Q: I have PBE bands for this hafnium silicate cell, and HSE06 costs far more. What would I be paying for?

A: Mostly for one number. The gap opens by about 1.75 eV, while the shape of the bands beside it changes by about a tenth of an eV. Which level you need depends on which of these two sizes your purpose can bear.

In the table, v1 is the highest filled band and v2 the one below it; c1 is the lowest empty band and c2 the one above it. Each level of theory counts energies from its own valence top, so the lowest c1 value is the gap. The cell was built as a tetragonal host, but the one actually computed is orthorhombic.

Band levels of orthorhombic HfSi3O8 (Pmm2, 12 atoms, a = 3.444, b = 5.815, c = 5.822 Å) at named k points, each level of theory counted from its own valence top. The cheaper level is PBE (8×4×4 k mesh), the costlier one HSE06 (4×4×4). Ansatz 0.2.0, plane-wave PAW, 420 eV cutoff, no spin polarisation, same r2SCAN-relaxed geometry for both.

```
point name  band v2, cheaper level (eV)  band v1, cheaper level (eV)  band c1, cheaper level (eV)  band c2, cheaper level (eV)  band v2, costlier level (eV)  band v1, costlier level (eV)  band c1, costlier level (eV)  band c2, costlier level (eV)
     Gamma                       -0.314                       -0.243                        3.930                        4.739                        -0.327                        -0.292                         5.676                         6.506
         X                       -0.454                       -0.281                        4.958                        5.931                        -0.547                        -0.330                         6.640                         7.746
         S                       -0.770                       -0.269                        5.163                        5.889                        -0.763                        -0.352                         6.847                         7.671
         Y                       -0.682                       -0.111                        5.283                        6.109                        -0.691                        -0.123                         7.079                         7.952
         Z                       -0.435                       -0.326                        4.463                        5.545                        -0.480                        -0.382                         6.219                         7.422
         U                       -0.155                       -0.010                        5.390                        5.843                        -0.147                        -0.049                         7.093                         7.641
         R                       -0.249                       -0.115                        5.500                        6.032                        -0.249                        -0.171                         7.214                         7.818
         T                       -0.645                       -0.645                        5.254                        6.129                        -0.738                        -0.654                         7.076                         7.928
```

Q: Then the gap is 3.93 eV in PBE and 5.68 eV in HSE06, with the lowest empty level at Γ in both. Is the second number the right one?

A: It is the better one to use, but the table compares two theories with each other, not with a measurement. PBE is well known to give insulators too small a gap. HSE06 removes much of that error, though in wide-gap oxides it often stays somewhat low. I would trust the direction and the rough size of the step, and not read the second decimal as accuracy.

Q: Why should a different treatment of exchange open the gap at all?

A: Take the limiting case of an atom with a single electron. That electron should feel no repulsion from its own charge, and exact exchange cancels this self-repulsion completely. An empty orbital of the same atom has no such term to cancel, so an electron placed there feels the repulsion of the one already present. Exact exchange therefore tells filled from empty orbitals.

PBE handles both with one potential, built only from the density and its derivatives at each place. It leaves part of the self-repulsion on the filled states, which lie too high, and gives the empty states some attraction that they should not have. HSE06 replaces a quarter of the short-range exchange by the exact form, so filled states should sink and empty ones rise.

Q: Can I see both movements in these calculations?

A: Yes, in the raw band edges, provided that both runs share the same zero of potential, which is reasonable for the same atoms in the same cell. From PBE to HSE06 the valence top falls by 1.22 eV and the conduction minimum rises by 0.53 eV. About two thirds of the opening thus comes from the filled side. The table hides this, because each level is counted from its own valence top.

Q: If the gap grows by almost half, why don't the bands become wider in the same proportion?

A: Consider two extremes. In the first, every energy above the valence top grows in proportion to the gap. The c1 values, which spread over 1.57 eV in PBE, would then spread over

1.57 eV × 5.68 / 3.93 = 2.27 eV

In the second, the whole empty band moves up by one constant and its spread stays as it was. HSE06 gives a spread of 1.54 eV, so this cell lies very close to the second extreme.

A likely reason is that in an insulator the added exchange acts mostly within an atom and between near neighbours, so that its effect depends mainly on which atomic orbitals a band is made of. Moving from one k point to another changes the phase between neighbouring cells, and as long as the orbitals stay the same, the correction changes little. Which orbitals those are was not analysed here. In hafnium(IV) oxides the filled edge is usually oxygen 2p and the empty edge mainly hafnium 5d. But in this cell the hafnium atoms lie 5.8 Å apart along two directions, and c1 still rises by more than 1 eV from Γ to Y. More widely spread orbitals, such as silicon and oxygen s, may therefore take part near Γ.

Q: So could I keep my PBE bands and just add a constant?

A: For the lowest empty band, yes. Take the constant from Γ, where c1 gives the gap at both levels:

constant = 5.676 − 3.930 = 1.746 eV

Now use it at T, which had no part in setting it:

c1 at T = 5.254 + 1.746 = 7.000 eV

HSE06 gives 7.076 eV there, so the estimate is about 0.08 eV too low. T is the worst of the seven points that test the constant; Γ supplied it and tests nothing. The order of the points in c1 is also the same at both levels.

Q: Does the same constant serve for the other bands?

A: Less well for c2. There it falls short at every named point, by up to 0.13 eV at Z, so the second empty band wants a slightly larger shift. A changing mix of orbitals could cause this, but that is a guess. The output printed after this exchange lists the shifts point by point.

The filled bands need no constant, because they are already counted from the valence top. No v1 or v2 value changes by as much as 0.1 eV. The trouble is that many of the differences that matter at the valence edge are no larger than that.

Q: Where would that mislead me?

A: Look at T, where PBE puts v1 and v2 at the same energy. The symmetry of the crystal does not require this, so it is a coincidence of that functional, and HSE06 separates the two bands by 0.08 eV. Or compare X with S in v1: PBE places S slightly higher, HSE06 places X slightly higher, and both differences are only one or two hundredths of an eV. Those levels lie too deep to hold many holes, but U does not. PBE puts it 0.010 eV below the valence top, less than the thermal energy at room temperature; HSE06 puts it 0.049 eV below, nearly twice that energy. If your question is how holes spread over the valence edge, PBE plus a constant is not a safe answer.

Q: I work on processes, not on band theory. What do these errors mean in practice?

A: Put them into an exponential. In an ideal crystal the number of thermally excited carriers varies as

n ∝ exp(−gap / 2kT)

where kT, the thermal energy, is about 0.026 eV at room temperature. An error of 1.75 eV in the gap changes n by some fifteen powers of ten, while an error of 0.1 eV changes it by less than a factor of ten. Real insulators conduct through defects instead, but barriers to leakage enter exponentials too.

So PBE is enough to say that this cell is an insulator and to find where its lowest empty level lies. For the gap, use HSE06; for the rest of the lowest empty band, PBE with a constant taken from that gap will do if you can accept errors of about 0.1 eV. A barrier height depends on where one band edge lies relative to the contact, so the gap constant alone does not correct it; you need the shift of that edge and a calculation of the interface. For the order of closely spaced valence levels, calculate those points with HSE06 directly, and treat differences of a hundredth of an eV as unsettled even then.

Q: How much more expensive is HSE06?

A: I can give you an operation count, not a time. In PBE, each band at each k point meets one local potential. In HSE06 it is also paired with every filled band at every point of the mesh:

43 filled bands × 64 k points = 2752 partners

The real cost ratio is well below that number, because good algorithms handle the pairs more cheaply and both levels share much other work. The scaling remains unpleasant: doubling the mesh along one direction doubles the work in PBE but quadruples the number of pairs in HSE06.

Q: Then I should keep the HSE06 mesh coarse. Does that spoil the gap?

A: It can, in two ways. The mesh carries the exchange sum itself; the usual test for an error there is to repeat the run on a denser mesh, and that was not done here. The second way can be seen here. The valence top lies between Z and U, at none of the named points, and the coarse HSE06 mesh steps over it. Used alone, that mesh gives a gap 0.05 eV too large compared with the value that includes the PBE valence top as an extra point. This is small beside the opening of the gap, but as large as the valence details we just discussed.

So let PBE search a fine mesh for the band edges, and then let HSE06 evaluate those few points. Even so, the HSE06 valence top might lie somewhere else again. The true HSE06 gap would then be smaller, and every HSE06 entry in the table would move down by the same amount, leaving the band shapes as they are.

Q: May I use 5.7 eV for a real hafnium silicate film?

A: No. This is a hypothetical crystal whose stability has not been tested, and its hafnium has only four close oxygen neighbours, which is unusually few. Both levels were also applied to the same fixed atoms. In this cell PBE finds a pressure of about 7 GPa, so a PBE relaxation would expand it, and the effect of that on the gap is untested.

What you can take to your own material is the procedure. Calculate the band edges and several distant k points with HSE06, and compare the shifts of the empty band. A single test point can flatter the constant: here Z alone would suggest a miss of 0.01 eV, while T shows 0.08 eV. If the shifts agree within the error you can accept, one constant will probably do; if they differ, the orbitals in the band probably change across the zone, and the costlier level has to be used throughout.

Numerical output:

```
Changes from PBE to HSE06 and splittings of the two top filled bands in eV:
    row  rise of c1  rise of c2  change of v1  growth of vertical gap  v1 less v2 PBE  v1 less v2 HSE06
  Gamma       1.746       1.767        -0.049                   1.795           0.071             0.035
      X       1.682       1.815        -0.049                   1.731           0.173             0.217
      S       1.684       1.782        -0.083                   1.767           0.501             0.411
      Y       1.796       1.843        -0.012                   1.808           0.571             0.568
      Z       1.756       1.877        -0.056                   1.812           0.109             0.098
      U       1.703       1.798        -0.039                   1.742           0.145             0.098
      R       1.714       1.786        -0.056                    1.77           0.134             0.078
      T       1.822       1.799        -0.009                   1.831               0             0.084
Gap in PBE (eV): 3.93
Gap in HSE06 (eV): 5.676
Opening of the gap from PBE to HSE06 (eV): 1.746
Opening as share of the HSE06 gap (percent): 30.76
Smallest rise of c1 (eV): 1.682
Largest rise of c1 (eV): 1.822
Largest miss for c1 of PBE plus the Gamma opening (eV): 0.076
Largest miss for c2 of PBE plus the Gamma opening (eV): 0.131
Spread of c1 over the named points in PBE (eV): 1.57
Spread of c1 over the named points in HSE06 (eV): 1.538
Spread of v1 over the named points in PBE (eV): 0.635
Spread of v1 over the named points in HSE06 (eV): 0.605
Vertical gap at Gamma in PBE (eV): 4.173
Vertical gap at Gamma in HSE06 (eV): 5.968
v1 at X less v1 at S in PBE (eV): -0.012
v1 at X less v1 at S in HSE06 (eV): 0.022
Fall of the raw valence top from PBE to HSE06 (eV): 1.218
Rise of the raw conduction minimum from PBE to HSE06 (eV): 0.5288
Excess of the HSE06 gap if only its own mesh is used (eV): 0.0473
Opening of the gap over this mesh error (ratio): 36.92
Filled-band and k-point partners of one band in the Fock term on the full 4x4x4 mesh (count): 2752
Growth of the number of Fock pairs from a 4x4x4 to an 8x4x4 mesh (factor): 4
```
